Q: I have LDA bands for PbSe and want better levels. Can I keep the filled bands, slide all the empty ones up by a single amount, and be done?

A: That recipe is called a scissors shift, and these levels put it to the test. The table sets LDA levels (start level) beside levels corrected by G0W0, which replaces the LDA exchange–correlation potential with a self-energy evaluated state by state.

GPAW 26.7.0, G0W0 on LDA levels of PbSe (Fm-3m, 2-atom cell), without spin–orbit coupling. PAW data sets 1.2.1, plane-wave cutoff 450 eV, 4×4×4 k mesh; plasmon-pole approximation, 239 response bands, response cutoff 150 eV, extrapolated to infinite cutoff. Each column of levels counts from its own highest filled level.

```tsv
row	state k a (reciprocal cell vector)	state k b (reciprocal cell vector)	state k c (reciprocal cell vector)	state band	state start level (eV)	state corrected level (eV)	state weight z
1	0.000	0.000	0.000	top filled	-1.877	-2.091	0.768
2	0.000	0.000	0.000	first empty	4.568	5.047	0.801
3	0.250	0.250	0.000	top filled	-1.651	-1.779	0.778
4	0.250	0.250	0.000	first empty	2.287	2.646	0.790
5	0.250	0.250	0.250	top filled	-1.074	-1.125	0.779
6	0.250	0.250	0.250	first empty	2.050	2.368	0.795
7	0.500	0.250	-0.250	top filled	-0.780	-0.907	0.776
8	0.500	0.250	-0.250	first empty	1.750	2.125	0.797
9	0.500	0.250	0.250	top filled	-0.789	-0.825	0.784
10	0.500	0.250	0.250	first empty	1.267	1.566	0.794
11	0.500	0.500	0.000	top filled	-3.252	-3.516	0.760
12	0.500	0.500	0.000	first empty	3.634	3.737	0.802
13	0.500	0.500	0.250	top filled	-2.182	-2.319	0.775
14	0.500	0.500	0.250	first empty	2.814	3.145	0.788
15	0.500	0.500	0.500	top filled	0.000	0.000	0.784
16	0.500	0.500	0.500	first empty	0.144	0.425	0.801
```

Q: Row 16 goes from 0.144 to 0.425 eV. So the lowest empty level rises by 0.28 eV?

A: No, the gap at the L point grows by that much. Each column counts from its own highest filled level, and that level moves too. On one common energy scale the filled state in row 15 falls by 0.21 eV, while the empty state in row 16 rises by only 0.07 eV. In this run most of the opening comes from below. That split rests on the absolute position of the corrected levels, which converges more slowly with bands and cutoff than the distances between them and is not converged here. A common error of 0.1 eV would change the split, and the sign of the smallest shifts, but none of the distances. If every filled state fell by the same amount, you could still hold the filled bands fixed, since only the distances between levels would matter.

Q: And away from L?

A: On the common scale all eight filled states fall and seven of the eight empty ones rise, but by unequal amounts. At the zone centre, rows 1 and 2, the distance between the two states grows by 0.69 eV, more than twice as much as at L. A single shift chosen to repair the gap at L would therefore leave the levels at the zone centre badly placed.

Q: Why should filled and empty states move apart at all?

A: LDA gives every electron the same local potential, whether its state is filled or empty. The self-energy contains exchange, which lowers an electron's energy according to how strongly its state overlaps with the filled states. A filled state is itself one of these and gains the most; an empty state gains less. Theory therefore leads us to expect a step between the two groups, which LDA largely misses.

The L point shows such a step. Its two states start only 0.144 eV apart, yet one falls and the other rises. A correction that varied smoothly with energy, as steeply as it does among the filled states, would open this gap by about 0.01 eV instead of 0.28 eV. The two states are also built from different orbitals, and that difference is part of the step as well.

Q: Why is the step only a few tenths of an electronvolt? I thought exchange was a matter of several.

A: Bare exchange would be. In PbSe the other electrons respond strongly and screen the interaction, so much of its long-range part is lost. In a material that screens weakly, more of the exchange survives and the step is usually larger.

Q: That explains two groups. Why do filled states differ among themselves?

A: Follow the bonding. At L the highest filled state is mainly Se p, mixed with Pb s in an antibonding way. This mixing pushes it up, which is why the top of the filled bands lies there. At the zone centre and at X, symmetry forbids Pb s from mixing with Se p but lets the empty Pb p orbitals mix in, in a bonding way. There the highest filled state lacks the upward push, is pressed down by the Pb p orbitals instead, and lies deeper.

The same change of character offers a reason for the unequal corrections. The correction is the difference between the self-energy and the LDA potential, averaged over the state, so it changes when the state is built from other orbitals. The numbers follow the Pb s mixing: the falls are largest at X (row 11, 0.47 eV) and at the zone centre (row 1, 0.42 eV), and smallest at L. Why the state mixed with Pb s falls less is not shown, because the calculation prints only the total correction, and not the orbital make-up of the states. Nor can character and depth be told apart cleanly, since the states free of Pb s are also among the deepest.

Q: What about the last column, weight z? Could it make the difference?

A: The weight Z is the share of the electron that still behaves as a single particle. The shift equals Z times the difference between the self-energy and the LDA potential. From row 15 to row 11 the fall more than doubles, while Z drops by 3%. The variation must therefore come from the difference that Z multiplies.

Q: Can I turn this into a formula?

A: A rough one. Take a constant for the filled states, add a step for the empty ones, and let the shift vary linearly with the start level E on each side. Fitted to all 16 rows, it gives for filled states

shift ≈ −0.21 eV + 0.079 E.

For row 1, E = −1.877 eV, so the shift is −0.21 − 0.15 = −0.36 eV. The calculation gives −0.42 eV, so the formula finds most of the fall in a row that was part of the fit.

The empty side works less well. There the formula reads 0.085 eV + 0.012 E, which gives 0.14 eV for row 2, about half of the computed rise. When each level in turn is left out and predicted, the formula does no better than a plain scissors shift: both miss by about 0.11 eV. That average hides two opposite results: the slope improves the prediction of the filled levels and worsens that of the empty ones, where row 12 tilts the line. With eight points a side from one unconverged run, the formula remains a description rather than a tool. The printed analysis after this text gives both fits.

Q: What spoils the empty side?

A: Mostly row 12, the empty state at X. Its entry seems to rise by 0.10 eV, but that is the moving zero again; on the common scale it falls by 0.10 eV. It ends up about 0.25 eV below the average shift of the other seven empty states.

I can only guess at the reason. This state may have a good deal of d character, unlike the Pb p states near the gap, and so feel a different correction. It may also be a numerical error: the corrections were extrapolated to an infinite cutoff, and the run reports a very poor fit quality for the straight line used, without saying which state it concerns or how large the scatter is. For the same reason a difference of 0.1 eV carries little weight alone. Still, rows 7 and 9, which start almost level and fall by unequal amounts, fit the bonding picture: Pb s couples to Se p along one cube axis at row 7 (the W point), along two at row 9 and along all three at L, and the falls shrink in that order, 0.33, 0.24 and 0.21 eV.

Q: So may I design an infrared detector around a gap of 0.425 eV?

A: No. Spin–orbit coupling is left out here, and in PbSe it narrows the gap at L by tenths of an electronvolt, as much as the whole correction. The LDA gap of 0.144 eV is no safer: it lies close to the measured low-temperature value, roughly 0.15 eV, because the missing coupling and the LDA error offset each other. What you can take from these levels is the pattern: the two bands move apart by unequal amounts across the zone, and the filled states that lie deeper, or mix less with Pb s, generally fall more.

Output of the analysis:

```
Shift of each level on the common energy scale:
  row  start eV  shift eV  weight Z
    1    -1.877   -0.4203     0.768
    2     4.568    0.2727     0.801
    3    -1.651   -0.3343     0.778
    4     2.287    0.1527      0.79
    5    -1.074   -0.2573     0.779
    6      2.05    0.1117     0.795
    7     -0.78   -0.3333     0.776
    8      1.75    0.1687     0.797
    9    -0.789   -0.2423     0.784
   10     1.267   0.09275     0.794
   11    -3.252   -0.4703      0.76
   12     3.634   -0.1033     0.802
   13    -2.182   -0.3433     0.775
   14     2.814    0.1247     0.788
   15         0   -0.2063     0.784
   16     0.144   0.07475     0.801
fit of shift on 16 rows: constant -0.3259 +/- 0.035, coefficient of empty 0.4378 +/- 0.049; rms 0.0919, worst 12 0.215, leave-one-out rms 0.105
fit of shift on 16 rows: constant -0.2111 +/- 0.056, coefficient of empty 0.2964 +/- 0.084, coefficient of below 0.07911 +/- 0.032, coefficient of above 0.0115 +/- 0.024; rms 0.0745, worst 12 0.23, leave-one-out rms 0.111
Opening of the direct gap at L, rows 15 and 16, eV: 0.281
Opening of the direct gap at the zone centre, rows 1 and 2, eV: 0.693
Opening of the direct gap at X, rows 11 and 12, eV: 0.367
Opening at L that the filled-side slope alone would give, eV: 0.01139
Fall of row 11 divided by fall of row 15: 2.28
Weight Z of row 11 divided by that of row 15: 0.9694
Rank correlation of shift and starting level, filled states: 0.9048
Rank correlation of shift and starting level, the seven rising empty states: 0.75
Shift of row 12 less the mean of the seven rising empty states, eV: -0.2459
Shift of row 9 less shift of row 7, eV: 0.091
```
